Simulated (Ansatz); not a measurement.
## Appearance energy of a fragment ion: Si(CH3)(SiH3)F2 → [SiH3]+ + Si(CH3)F2 + e⁻

Species: Si(CH3)(SiH3)F2, singlet; [SiH3]+ `[SiH3+]`, singlet; Si(CH3)F2, doublet. 

Shapes, held fixed at every level: PBE0-D4/def2-TZVP. Programs: Ansatz 0.2.0. Electronic energies: no zero-point or thermal term.

Problem. Estimate ΔE of this reaction.

Solution. The highest level, CCSD(T)/CBS estimate, gives ΔE = +11.65 eV; the levels span +11.17 to +11.99. The column of differences is taken from that level and isn't an error. No measured value is set beside it here. Open shells run unrestricted unless RO is named. The CBS estimate extrapolates MP2 from def2-TZVPP and def2-QZVPP and adds CCSD(T) − MP2 in the triple-zeta set, cores frozen. The onset seen in experiment also holds zero-point changes and kinetic shifts.

```json
{"level": "SPW92/def2-TZVPP", "kind": "LDA", "ΔE (eV)": "+11.99", "less CCSD(T)/CBS estimate": "+0.34"}
{"level": "PBE0-D4/def2-TZVPP", "kind": "global hybrid", "ΔE (eV)": "+11.64", "less CCSD(T)/CBS estimate": "-0.01"}
{"level": "wB97X-V/def2-TZVPP", "kind": "range-separated hybrid", "ΔE (eV)": "+11.63", "less CCSD(T)/CBS estimate": "-0.02"}
{"level": "MP2/def2-SVP", "kind": "perturbation theory", "ΔE (eV)": "+11.17", "less CCSD(T)/CBS estimate": "-0.48"}
{"level": "CCSD(T)/def2-SVP", "kind": "coupled cluster or CI", "ΔE (eV)": "+11.25", "less CCSD(T)/CBS estimate": "-0.40"}
{"level": "CCSD/def2-SVP", "kind": "coupled cluster or CI", "ΔE (eV)": "+11.19", "less CCSD(T)/CBS estimate": "-0.46"}
{"level": "CCSD/def2-TZVPP", "kind": "coupled cluster or CI", "ΔE (eV)": "+11.41", "less CCSD(T)/CBS estimate": "-0.24"}
{"level": "CCSD(T)/CBS estimate", "kind": "coupled cluster or CI", "ΔE (eV)": "+11.65", "less CCSD(T)/CBS estimate": "0.00"}
```

Forming [SiH3]+ from this molecule costs +11.65 eV at the highest level, a sum of two steps: breaking the Si–Si bond and ionizing the silyl radical. Ionization takes the larger share, since a Si–Si single bond is fairly weak, and it removes the unpaired electron from a silicon-centred orbital, leaving a cation with an empty 3p orbital.

The wavefunction results depend more on the basis than on the treatment of correlation. In def2-SVP, MP2, CCSD and CCSD(T) lie close together, and all fall well below the extrapolated value. The reaction separates the electron pair of the Si–Si bond, and a small basis misses part of that pair's correlation energy, so the parent is bound too weakly relative to the products. The two hybrids nearly match the reference, whereas SPW92 lies above it, probably through the overbinding typical of the local density approximation. The close totals don't establish that the hybrids get bond breaking and ionization right separately, as errors in the two could cancel.
